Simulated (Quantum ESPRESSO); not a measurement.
# Spin moments and magnetic energies of rocksalt CoO against cell volume in PBE without U

In rocksalt CoO each Co²⁺ ion has seven d electrons inside an octahedron of oxygen. High spin leaves three of them unpaired, about 3 μB of spin, while low spin leaves one. Compression favours low spin, because it raises the e_g levels that point at oxygen above the t₂g levels. I want to see how the moment and the magnetic energies respond between 0.80 and 1.16 of the given volume. The question matters for strained CoO films, which serve as antiferromagnetic pinning layers in exchange-bias stacks. Energies are per Co atom. The magnetic gains are measured from the run without spin polarisation at the same volume, and the order energy is that of the opposed start less that of the parallel start.

## Method

One system, CoO (rocksalt, Fm-3m), 2 atom(s) a primitive cell, from measured cells of the Crystallography Open Database. Quantum ESPRESSO 7.5, plane waves with GBRV 1.5 PBE pseudopotentials, cutoff 544 eV, Fermi-Dirac smearing of 0.14 eV, k meshes whose coarsest spacing along a reciprocal vector is 0.30 to 0.34 1/Å over all runs (2π included). Functional: PBE, no Hubbard U; collinear spins, no spin-orbit coupling. Atoms stay at fixed fractions of the cell and the mesh divisions are held. At each point the moments on Co are started parallel, opposed (signs +-, cell doubled at q = (0,0,1/2) of the reciprocal vectors) and without spin polarisation. Of the opposed order at the middle point, it reverses 6 of 12 magnetic neighbours at 3.01 Å and 6 of 6 magnetic neighbours at 4.26 Å. Runs that did not converge or carry a known fault are not listed. The same in all rows: metal or insulator in the run from the parallel start, judged by its smearing entropy or density of states at the Fermi energy (a gap under a few smearing widths counts as a metal): metal.

Notes on method and selection:

- Each state is what a run reaches from typed starting moments; only a few collinear orders were started, so the lowest found need not be the ground state. Spin-orbit coupling is left out of these energies, which are free energies at the smearing width. A magnetic atom is one that was given a starting moment.
- Site moments count the spin inside each program's own atomic sphere, so they depend somewhat on its radius and leave out the spin between the spheres.
- Without a U, semilocal functionals describe oxides and halides of Mn to Cu poorly: moments come out small and couplings too strong.
- Quantum ESPRESSO sets the radius of an element's spheres to about 0.41 of its shortest distance to a neighbour, so it changes from cell to cell and the site moment with it.
- A measured moment is set beside the table only where the run ends ferromagnetic and the measured order is ferromagnetic too.
- Runs that did not converge, have known faults or may not be shown are not listed, and runs on Ansatz's PAW sets soft_1 and soft_2 are kept to separate tables.

Columns:

- volume: cell volume over that of the given cell, shape kept.
- moment (μB): largest site spin moment reached from the parallel start.
- moment, opposed (μB): largest site spin moment reached from the opposed start.
- gain, opposed (meV): energy of the run without spin polarisation less that of the run from the opposed start, per magnetic atom.
- magnetic distance (Å): shortest distance between magnetic atoms.
- net moment (μB): net spin moment of that run per magnetic atom.
- magnetic energy gain (meV): energy of the run without spin polarisation less that of the parallel start, per magnetic atom (positive: magnetism is favoured).
- E(opposed) - E(parallel) (meV): energy of the run from the opposed start less that of the parallel start, per magnetic atom (positive: parallel is favoured); blank where a pattern was lost.

Input lines of one member:

```
&SYSTEM
  ecutwfc = 40
  ecutrho = 280
  nbnd = 20
  occupations = 'smearing'
  smearing = 'fd'
  degauss = 0.00999582
  nspin = 2
  starting_magnetization(1) = 0.1765
  starting_magnetization(2) = 0
/
&ELECTRONS
  conv_thr = 4d-09
  mixing_beta = 0.3
/
K_POINTS automatic
8 8 8 0 0 0
```

Command (options for logging and memory left out): `pw.x -in pw.in`

## Data

| member | volume | moment (μB) | moment, opposed (μB) | gain, opposed (meV) | magnetic distance (Å) | net moment (μB) | magnetic energy gain (meV) | E(opposed) - E(parallel) (meV) |
| --- | --- | --- | --- | --- | --- | --- | --- | --- |
| 0.8 | 0.80 | 1.58 | 2.17 | 152.1 | 2.798 | 1.80 | 52.9 | −99.2 |
| 0.86 | 0.86 | 2.00 | 2.26 | 324.3 | 2.867 | 2.30 | 174.6 | −149.6 |
| 0.92 | 0.92 | 2.35 | 2.32 | 467.8 | 2.932 | 2.74 | 319.7 | −148.1 |
| 0.96 | 0.96 | ? | ? | ? | 2.974 | ? | ? | ? |
| 1 | 1.00 | 2.49 | 2.38 | 621.8 | 3.014 | 2.91 | 497.8 | −124.0 |
| 1.05 | 1.05 | 2.53 | 2.41 | 700.5 | 3.064 | 2.95 | 592.3 | −108.2 |
| 1.1 | 1.10 | 2.56 | 2.44 | 768.2 | 3.112 | 2.98 | 674.1 | −94.1 |
| 1.16 | 1.16 | 2.58 | 2.46 | 837.2 | 3.167 | 2.99 | 757.5 | −79.7 |

Cells marked ? are withheld until the estimate has been made.

Least-squares fits to the members shown, with x = volume; R² and errors in the fitted variable (y, or ln y where the fit is in ln y):

| y | members | fit | R² | rms residual | leave-one-out rms | the same for the mean of the others |
| --- | --- | --- | --- | --- | --- | --- |
| net moment (μB) | 7 | y = −14.50 + 32.42 x − 14.99 x² | 0.98 | 0.055 | 0.13 | 0.49 |
| E(opposed) - E(parallel) (meV) | 7 | y = 1001.0 − 2442.6 x + 1310.2 x² | 0.76 | 12 | 32 | 29 (fit no better) |

## Mechanism

The net moment of the parallel state rises with volume in every shown row, but in two regimes. From 0.80 to 0.92 it climbs by (2.74 − 1.80) / 0.12 = 7.8 μB per unit of relative volume; from 1.00 to 1.16 the slope is only (2.99 − 2.91) / 0.16 = 0.5. I read the flat part as high-spin Co²⁺ close to its full count of 3 μB. On compression the wider bands and the larger $t_{2g}$–$e_g$ splitting move electrons from majority $e_g$ into minority $t_{2g}$ states, which lowers the moment.

The energy gain does not level off with the moment. Between 1.00 and 1.16 it grows by a factor 757.5 / 497.8 = 1.52, while the square of the net moment grows by only (2.99 / 2.91)² = 1.06. In a Stoner picture the gain is $Im^2/4$ less the band and ligand-field cost of unpairing the spins, with $I$ the exchange parameter and $m$ the moment. That cost should fall as the Co–O bonds lengthen, which has the right sign for the continued rise.

The opposed state keeps its moment better: its site value falls from 2.46 to 2.17 μB over the whole range, against 2.58 to 1.58 μB for the parallel state. Opposed neighbours offer an electron no level of equal energy for its spin, so the d bands stay narrower and the moment is easier to hold.

The opposed order is lower in energy in every shown row. Its advantage shrinks from 148.1 meV at 0.92 to 79.7 meV at 1.16, as expected for superexchange through oxygen when the orbital overlap weakens. At 0.80 it is also smaller, 99.2 meV, but there the two states carry very different moments, so the difference is no longer a pure exchange coupling. PBE without U makes CoO too metallic, its moments too small and its couplings too strong, so I would expect the real high-spin state to survive more compression than these rows suggest.

## Estimating the withheld member

Plain estimates from the members shown:

- 0.96, fit at x = 0.96: 2.81 μB
- 0.96, straight-line interpolation between 0.92 and 1: w = (0.96 − 0.92) / (1.00 − 0.92) = 0.500, so 2.74 + 0.500 × (2.91 − 2.74) = 2.83 μB

The member at 0.96 sits on the bend between the steep and the flat regime. The quadratic fit gives 2.81 μB, but its parabola turns down above a volume of 32.42 / (2 × 14.99) = 1.08, where the rows still rise. The straight line gives 2.83 μB and ignores the bend.

The slope between neighbouring shown rows falls at every step, as it should when a moment nears its full high-spin count. If that holds through 0.96, the straight line is a lower bound, 2.74 + 0.500 × 0.17 = 2.825 μB. The slope from 1.00 to 1.05, (2.95 − 2.91) / 0.05 = 0.80, carried back to 0.96 gives an upper bound, 2.91 − 0.04 × 0.80 = 2.878 μB. I take the midpoint, (2.825 + 2.878) / 2 = 2.85 μB, which is a shift of about +0.03 from the straight line.

A slope carried forward from smaller volumes also gives an upper bound, and I use whichever of the two is tighter; at 0.96 that is the one above. I tried this construction on two shown members, leaving each out in turn. For 1.00 the bounds are 2.74 + 0.08 × 0.21 / 0.13 = 2.869 and 2.95 − 0.05 × 0.60 = 2.920, with midpoint (2.869 + 2.920) / 2 = 2.8945 against the computed 2.91. For 0.92 the tighter upper bound comes from the slope between 0.80 and 0.86. The bounds are 2.30 + 0.06 × (2.91 − 2.30) / 0.14 = 2.56 and 2.30 + 0.06 × 0.50 / 0.06 = 2.80, with midpoint (2.56 + 2.80) / 2 = 2.68 against 2.74. The misses are 0.6 and 0.5 of the half-width between the bounds. At 0.96 that half-width is (2.878 − 2.825) / 2 = 0.0265, so the expected miss is about 0.6 × 0.0265 = 0.016, which I round up to 0.02 μB. A jump to another spin state at this volume would break the estimate, but the neighbouring rows give no sign of one.

**Committed estimate, 0.96: net moment = 2.85 ± 0.02 μB.**

## Result

| member | volume | moment (μB) | moment, opposed (μB) | gain, opposed (meV) | magnetic distance (Å) | net moment (μB) | magnetic energy gain (meV) | E(opposed) - E(parallel) (meV) |
| --- | --- | --- | --- | --- | --- | --- | --- | --- |
| 0.96 | 0.96 | 2.44 | 2.36 | 549.6 | 2.974 | 2.85 | 412.7 | −136.9 |

| member | estimate | net moment (μB) | computed | estimate − computed | miss in error bars |
| --- | --- | --- | --- | --- | --- |
| 0.96 | committed | 2.85 | 2.85 | 0.00 | 0.0 |
| 0.96 | fit | 2.81 | 2.85 | −0.04 |  |
| 0.96 | interpolation | 2.83 | 2.85 | −0.02 |  |

The computed net moment at 0.96 is 2.85 μB, equal to my estimate to the printed digits and so inside the error bar of 0.02. The straight line was low by 0.02 and the quadratic fit by 0.04, so the gain over plain interpolation is real but small.

The assumption that carried the estimate was that the slope keeps falling as the cell expands. It does: from 0.92 to 0.96 the slope is (2.85 − 2.74) / 0.04 = 2.8 μB per unit of relative volume, and from 0.96 to 1.00 it is (2.91 − 2.85) / 0.04 = 1.5. I was wrong about where the curve bends most. The slope below 0.92 is (2.74 − 2.30) / 0.06 = 7.3 and drops to 2.8 just above it, so 0.96 already belongs to the approach to the plateau.

This fits a high-spin state that loses its moment gradually under compression, with no jump between these rows. It doesn't test the transfer from majority $e_g$ to minority $t_{2g}$ states, which would need the orbital occupations.

## Members off the line

Least-squares fits to the whole series, with x = volume; R² and errors in the fitted variable (y, or ln y where the fit is in ln y):

| y | members | fit | R² | rms residual | leave-one-out rms | the same for the mean of the others |
| --- | --- | --- | --- | --- | --- | --- |
| net moment (μB) | 8 | y = −14.906 + 33.273 x − 15.428 x² | 0.98 | 0.053 | 0.12 | 0.45 |
| E(opposed) - E(parallel) (meV) | 8 | y = 1006 − 2452 x + 1315 x² | 0.78 | 11 | 29 | 28 (fit no better) |

Largest departures from the fit to the whole series:

| member | net moment (μB) | fit | computed − fit | in rms residuals |
| --- | --- | --- | --- | --- |
| 0.92 | 2.74 | 2.65 | +0.09 | 1.7 |
| 1.05 | 2.95 | 3.02 | −0.07 | 1.3 |
| 1.16 | 2.99 | 2.93 | +0.06 | 1.1 |
| 1.1 | 2.98 | 3.03 | −0.05 | 0.9 |

The largest departures from the quadratic fit are +0.09 μB at 0.92, −0.07 at 1.05 and +0.06 at 1.16. I put them down to the shape of the fit and see no separate chemistry in these members. A parabola has one constant curvature, while the computed moment rises steeply up to 0.92 and then flattens.

The signs follow from that. At 0.92, where the steep rise ends, the parabola runs too low. On the plateau it overshoots, giving 3.02 μB at 1.05 and 3.03 at 1.10, slightly above the 3 μB of three unpaired spins. Its maximum lies at 33.273 / (2 × 15.428) = 1.08, and the downturn beyond leaves the row at 1.16 above it. An R² of 0.98 hides this, because the large drop at small volume dominates the variance.

## Closing remarks

For strained films the order energy is the more sensitive quantity. From 0.96 to 1.05 the advantage of the opposed order falls from 136.9 to 108.2 meV, while the net moment of the parallel state rises only from 2.85 to 2.95 μB. These rows change the volume at fixed shape, whereas a film is strained mainly in its plane, so they are only a first guide. Bounds from neighbouring slopes gave 0.92, 0.96 and 1.00 to within 0.06 μB, the largest miss being at the bend.

The magnetic energy also gives a pressure. For the opposed order the gain rises between 0.96 and 1.05 by (700.5 − 549.6) / (0.09 × 1000) = 1.677 eV per unit of relative volume. The given cell, at relative volume 1.00, holds 3.014³ / √2 = 19.4 Å³ per Co, and 1 eV/Å³ is 160.2 GPa, so magnetism pushes the lattice outwards with 1.677 / 19.4 × 160.2 = 14 GPa, relative to the unpolarised state at the same volume.

Two omissions matter for real CoO. High-spin Co²⁺ has a partly filled minority $t_{2g}$ shell, so spin-orbit coupling can add an orbital moment along the spin, which these spin moments leave out. A Hubbard U would weaken the order energies, because superexchange falls as the cost of moving an electron between ions rises.

[Logs are printed without paths, hosts, clocks, repeated set-up lines and the standing remarks that a program may print on its own settings, such as how far it seeks lower states.]
